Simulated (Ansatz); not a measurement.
## A series in volume per atom on GeAu

All results are calculated (Ansatz 0.2.0). Plane-wave density functional theory, PAW datasets, Gaussian smearing 0.05 eV: one cell in which all forces lie under 0.002 eV/angstrom; stress (xx yy zz yz xz xy) and pressure positive in compression; site moments are of spin alone; formation energy from the elements run alike, uncorrected.

Cell of the first row (space group Pm-3m, No. 221):
```
GeAu
1.0
      3.2179     0.0000     0.0000
      0.0000     3.2179     0.0000
      0.0000     0.0000     3.2179
Au Ge
1 1
Direct
  0.00000 0.00000 0.00000
  0.50000 0.50000 0.50000
```

Settings of every row: paw set soft_2; functional PBEsol; spin treatment none; moment partition spheres; spin axis none; wave cutoff 420 eV; k mesh 10x10x10; SCF start atoms; lower state search light; symmetry use detected.

Atom first moment, atom hubbard u: 0 on all atoms.

Limits: formation energy without spin-orbit coupling on heavy elements; the cell comes from a prototype or a list of computed structures and needn't be the stable phase.

| row | volume per atom (Å³) | pressure (GPa) | formation energy (eV per atom) | energy above relaxed cell (meV per atom) |
| --- | --- | --- | --- | --- |
| 1 | 16.66 | ? | ? | ? |
| 2 | 17.178 | 4.75 | 0.1237 | 10.3 |
| 3 | 17.536 | 2.24 | 0.1159 | 2.59 |
| 4 | 17.66 | 1.45 | 0.1145 | 1.13 |
| 5 | 17.894 | 0.00 | 0.1134 | 0 |
| 6 | 18.252 | -2.07 | 0.1156 | 2.24 |
| 7 | 18.609 | -3.92 | 0.1223 | 8.92 |

Question: what pressure and formation energy should row 1 give?

Worked fit of pressure. Take u = (V_r/V)^(2/3) − 1 with V_r = 17.777 Å³ an atom, which is twice the finite (Eulerian) strain; such expansions in the strain, on which the Birch-Murnaghan equation of state is built, carry the rest volume and the bulk modulus. The shown rows have u = 0.02311, 0.00914, 0.00441, -0.00436, -0.01743, -0.03003. Least squares give pressure = 0.706 + 165.8 × u + 391.1 × u² GPa; a straight line predicts inner rows, each left out in turn, worse (root mean square 0.1 against 0.013 GPa). The rows lie off it by 0.00, -0.01, 0.01, 0.01, 0.00, 0.00. The withheld row has u = 0.04421, so the fit gives 0.706 + 165.8 × (0.04421) + 391.1 × (0.04421)² = 8.80 GPa.

The calculation gave 9.00 GPa. The fit lies 0.20 GPa (2.2 % of the value, 1.5 % of the column's range) below it; its largest miss of a shown row is 0.01 GPa. This row lies beyond the range of the fit.

Worked fit of formation energy. Take u = (V_r/V)^(2/3) − 1 with V_r = 17.777 Å³ an atom, which is twice the finite (Eulerian) strain; such expansions in the strain, on which the Birch-Murnaghan equation of state is built, carry the rest volume and the bulk modulus. The shown rows have u = 0.02311, 0.00914, 0.00441, -0.00436, -0.01743, -0.03003. Least squares give formation energy = 0.11366 + 0.1213 × u + 13.586 × u² eV per atom; a straight line predicts inner rows, each left out in turn, worse (root mean square 0.0036 against 6.2e-05 eV per atom). The rows lie off it by 0.0000, 0.0000, 0.0000, 0.0000, -0.0001, 0.0000. The withheld row has u = 0.04421, so the fit gives 0.11366 + 0.1213 × (0.04421) + 13.586 × (0.04421)² = 0.1456 eV per atom.

The calculation gave 0.1457 eV per atom. The fit lies 0.0001 eV per atom (0.31 % of the column's range) below it, one unit of the last digit. This row lies beyond the range of the fit.

The other values of row 1: energy above relaxed cell 32.35 meV per atom.
